**Vertical electron affinity of Li3S+ across eight density functionals**

The table holds the vertical energy of Li3S+ (singlet) + e → Li3S (doublet) for eight functionals in the def2-TZVP basis at one fixed B3LYP-D4 geometry. The program fits nothing: it works out the spread, the order against the standard exact-exchange fractions, the slopes within the PBE and r2SCAN families, and one linear interpolation for r2SCANh. The values span 0.513 eV; exact exchange lowers them within each family, about 2.6 times faster for PBE than for r2SCAN, but 3 of 24 pairs run the other way across families. The interpolation reproduces r2SCANh to 0.002 eV, which is a consistency check and no test of accuracy. GFN1-xTB charges and levels at the same geometry place the added electron equally on the three Li atoms, while the raw xTB affinity is shifted and not comparable.

Calculated values. Vertical electron affinity of Li3S+ (charge +1 e, singlet; doublet after gaining one electron) from density functional theory in the def2-TZVP basis with Ansatz 0.2.0, all at the B3LYP-D4/def2-TZVP geometry of the cation's listed atoms, held fixed. The GFN1-xTB runs cited in the text use tblite 0.8.0 at 300 K electronic temperature, without spin polarisation.

## Numerical check

```python
# Table: vertical electron affinity (eV) of Li3S+ (singlet) -> Li3S (doublet), Ansatz/tblite,
# eight functionals, def2-TZVP, one fixed B3LYP-D4 geometry. Tested: spread between levels,
# order against exact-exchange fraction, linearity in that fraction in the r2SCAN family.
T = {
    'result_level': ['PBE-D4/def2-TZVP', 'r2SCAN-D4/def2-TZVP', 'B97M-V/def2-TZVP', 'r2SCANh-D4/def2-TZVP', 'PBE0-D4/def2-TZVP', 'r2SCAN0-D4/def2-TZVP', 'CAM-B3LYP-D4/def2-TZVP', 'LC-wPBE/def2-TZVP'],
    'result_electron_affinity': [3.774, 3.554, 3.675, 3.527, 3.609, 3.491, 3.5, 3.261],  # eV
}
import numpy as np
from itertools import combinations
E = {k.split('/')[0].replace('-D4', ''): v
     for k, v in zip(T['result_level'], T['result_electron_affinity'])}
# standard exact-exchange fractions (short range, long range), definitions assumed
X = {'PBE': (0, 0), 'r2SCAN': (0, 0), 'B97M-V': (0, 0), 'r2SCANh': (.10, .10),
     'PBE0': (.25, .25), 'r2SCAN0': (.25, .25), 'CAM-B3LYP': (.19, .65), 'LC-wPBE': (0, 1)}
v = np.array(list(E.values()))
med = np.median(v)
print("functional, exact exchange short/long range, EA (eV), EA minus median (eV)")
for k in sorted(E, key=E.get, reverse=True):
    print(f"  {k:10s} {X[k][0]:.2f}/{X[k][1]:.2f}  {E[k]:.3f}  {E[k]-med:+.3f}")
sp = v.max() - v.min()
print(f"median {med:.3f} eV; spread {sp:.3f} eV ({100*sp/med:.1f}% of median); half spread {sp/2:.3f} eV")
w = [E[k] for k in E if k != 'LC-wPBE']
print(f"spread without LC-wPBE {max(w)-min(w):.3f} eV; gap LC-wPBE to next row {min(w)-E['LC-wPBE']:.3f} eV")
s = [E[k] for k in ('PBE', 'r2SCAN', 'B97M-V')]
print(f"spread of semilocal rows {max(s)-min(s):.3f} eV ({100*(max(s)-min(s))/sp:.0f}% of total)")
print("rounding of a difference of two rows: up to 0.001 eV")
sl = {}
for a, b in [('PBE', 'PBE0'), ('r2SCAN', 'r2SCANh'), ('r2SCANh', 'r2SCAN0'), ('r2SCAN', 'r2SCAN0')]:
    d = E[b] - E[a]
    sl[a, b] = 1000*d/(100*(X[b][1] - X[a][1]))
    print(f"{a} -> {b}: {d:+.3f} eV, slope {sl[a, b]:+.1f} meV per % exact exchange")
print(f"slope ratio PBE family / r2SCAN family (0 to 25%): {sl['PBE', 'PBE0']/sl['r2SCAN', 'r2SCAN0']:.2f}")
for a, b in [('PBE', 'LC-wPBE'), ('PBE0', 'LC-wPBE'), ('PBE', 'r2SCAN'), ('PBE0', 'r2SCAN0'),
             ('PBE', 'B97M-V'), ('CAM-B3LYP', 'LC-wPBE')]:
    print(f"{a} -> {b}: {E[b]-E[a]:+.3f} eV")
p = 0.6*E['r2SCAN'] + 0.4*E['r2SCAN0']
print(f"linear estimate r2SCANh {p:.4f} eV, table {E['r2SCANh']:.3f}, residual {E['r2SCANh']-p:+.4f} (rounding 0.0010)")
pairs = [(a, b) if X[a][1] < X[b][1] else (b, a) for a, b in combinations(E, 2) if X[a][1] != X[b][1]]
inv = [(a, b) for a, b in pairs if E[b] > E[a]]
print(f"pairs with more long-range exact exchange but higher EA: {len(inv)} of {len(pairs)}")
for a, b in inv:
    print(f"  {b} above {a} by {E[b]-E[a]:.3f} eV")
# geometry of the same runs (angstrom), S at the origin
L = np.array([[-0.22, -2.12, 0.35], [1.95, 0.83, -0.45], [-1.73, 1.29, 0.09]])
r = np.linalg.norm(L, axis=1)
ij = list(combinations(range(3), 2))
ang = [np.degrees(np.arccos(L[i] @ L[j]/(r[i]*r[j]))) for i, j in ij]
print("Li-S (A): " + ", ".join(f"{x:.2f}" for x in r) + "; Li-Li (A): "
      + ", ".join(f"{np.linalg.norm(L[i]-L[j]):.2f}" for i, j in ij))
print("Li-S-Li angles (deg): " + ", ".join(f"{x:.1f}" for x in ang) + f"; sum {sum(ang):.1f}")
# further outputs: GFN1-xTB runs at the same geometry (cation, neutral)
q1, q0 = np.array([.4543, .4543, .4543, -.3628]), np.array([.1022, .1022, .1021, -.3065])
e1, e0, l1, l0, h1, h0 = -121.28016, -130.534801, -11.46766, -7.073733, -15.42399, -10.83986
dq = q0 - q1
print("GFN1 charge change Li, Li, Li, S (e): " + ", ".join(f"{x:+.3f}" for x in dq) + f"; Li total {dq[:3].sum():+.3f}")
print(f"GFN1 raw energy difference {e1-e0:.3f} eV, {e1-e0-med:.2f} eV above the DFT median")
print(f"GFN1 upper level: mean of cation and neutral {-(l1+l0)/2:.3f} eV, shift {l0-l1:.2f} eV")
print(f"GFN1 lower level: mean {-(h1+h0)/2:.3f} eV, shift {h0-h1:.2f} eV")
# rough recalled atomic ionisation energies (eV)
print(f"highest row below rough recalled Li 5.4 by {5.4-v.max():.1f} eV, Cs 3.9 by {3.9-v.max():.1f} eV")
assert E['PBE'] > E['PBE0'] > E['LC-wPBE'] and E['r2SCAN'] > E['r2SCANh'] > E['r2SCAN0']
assert min(E, key=E.get) == 'LC-wPBE' and max(E, key=E.get) == 'PBE'
assert E['r2SCAN'] < E['PBE0']
assert abs(sum(ang) - 360) < 1
```

Running it gives:

```
functional, exact exchange short/long range, EA (eV), EA minus median (eV)
  PBE        0.00/0.00  3.774  +0.234
  B97M-V     0.00/0.00  3.675  +0.135
  PBE0       0.25/0.25  3.609  +0.069
  r2SCAN     0.00/0.00  3.554  +0.014
  r2SCANh    0.10/0.10  3.527  -0.013
  CAM-B3LYP  0.19/0.65  3.500  -0.040
  r2SCAN0    0.25/0.25  3.491  -0.049
  LC-wPBE    0.00/1.00  3.261  -0.279
median 3.540 eV; spread 0.513 eV (14.5% of median); half spread 0.256 eV
spread without LC-wPBE 0.283 eV; gap LC-wPBE to next row 0.230 eV
spread of semilocal rows 0.220 eV (43% of total)
rounding of a difference of two rows: up to 0.001 eV
PBE -> PBE0: -0.165 eV, slope -6.6 meV per % exact exchange
r2SCAN -> r2SCANh: -0.027 eV, slope -2.7 meV per % exact exchange
r2SCANh -> r2SCAN0: -0.036 eV, slope -2.4 meV per % exact exchange
r2SCAN -> r2SCAN0: -0.063 eV, slope -2.5 meV per % exact exchange
slope ratio PBE family / r2SCAN family (0 to 25%): 2.62
PBE -> LC-wPBE: -0.513 eV
PBE0 -> LC-wPBE: -0.348 eV
PBE -> r2SCAN: -0.220 eV
PBE0 -> r2SCAN0: -0.118 eV
PBE -> B97M-V: -0.099 eV
CAM-B3LYP -> LC-wPBE: -0.239 eV
linear estimate r2SCANh 3.5288 eV, table 3.527, residual -0.0018 (rounding 0.0010)
pairs with more long-range exact exchange but higher EA: 3 of 24
  PBE0 above r2SCAN by 0.055 eV
  PBE0 above r2SCANh by 0.082 eV
  CAM-B3LYP above r2SCAN0 by 0.009 eV
Li-S (A): 2.16, 2.17, 2.16; Li-Li (A): 3.75, 3.74, 3.75
Li-S-Li angles (deg): 120.1, 119.9, 120.1; sum 360.0
GFN1 charge change Li, Li, Li, S (e): -0.352, -0.352, -0.352, +0.056; Li total -1.056
GFN1 raw energy difference 9.255 eV, 5.71 eV above the DFT median
GFN1 upper level: mean of cation and neutral 9.271 eV, shift 4.39 eV
GFN1 lower level: mean 13.132 eV, shift 4.58 eV
highest row below rough recalled Li 5.4 by 1.6 eV, Cs 3.9 by 0.1 eV
```
